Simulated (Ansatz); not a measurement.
Which isomer of CH3GeO gives these data?

These gas-phase data were calculated for one isomer of CH3GeO at B3LYP-D3(BJ)/def2-SVP (harmonic, unscaled wavenumbers; equilibrium rotational constants with average atomic masses):

- rotational constants: 58.12, 3.923, 3.675 GHz
- all wavenumbers above 1500 cm⁻¹: 3208, 3066, 1893, 1503
- dipole moment: 1.26 D (PBE0/def2-TZVPD)

Candidates:

(1) `[CH3][Ge]=[O]`, a doublet
(2) `[CH2][O][GeH]`, a doublet

Assign the data to one candidate and say why.

Candidate (2). 2 modes lie between 2750 and 3290 cm⁻¹, one for each C–H bond, while (1) has 3.

The same quantities for all candidates:

```
     rotational constants (GHz)  wavenumbers above 1500 cm⁻¹  dipole (D)  E above the lowest, B3LYP-D3(BJ)/def2-SVP (kcal/mol)
(1)         19.29, 6.343, 4.926             3183, 3160, 3043        4.02                                                   0.0
(2)         58.12, 3.923, 3.675       3208, 3066, 1893, 1503        1.26                                                  12.8
```

Harmonic stretches to hydrogen usually lie a few per cent above observed fundamentals. Each candidate is one conformer. Open shells are spin-unrestricted. Programs: Ansatz 0.2.0.

The remaining bands strengthen the assignment: 1893 cm⁻¹ lies where a Ge–H stretch belongs, a bond that (1) lacks, and 1503 cm⁻¹ fits the CH2 scissoring mode. The rotational constants agree independently. In (2) the heavy germanium sits at the end of the C–O–Ge chain, giving a large A and small B and C, whereas in (1) it sits in the middle, with carbon and oxygen both close to the centre of mass. The constants of (2) also imply an almost vanishing inertial defect, hence a planar skeleton including the hydrogens. This suggests π delocalisation from the carbon radical centre through the oxygen lone pair towards the formally empty p orbital of divalent germanium. The larger dipole of (1) reflects its strongly polarised terminal Ge–O bond.

That (1) is lower in energy doesn't count against the assignment, since the data identify a structure, not the most stable isomer. Its preference probably owes much to keeping hydrogen on carbon, where it is bound more strongly than on germanium.
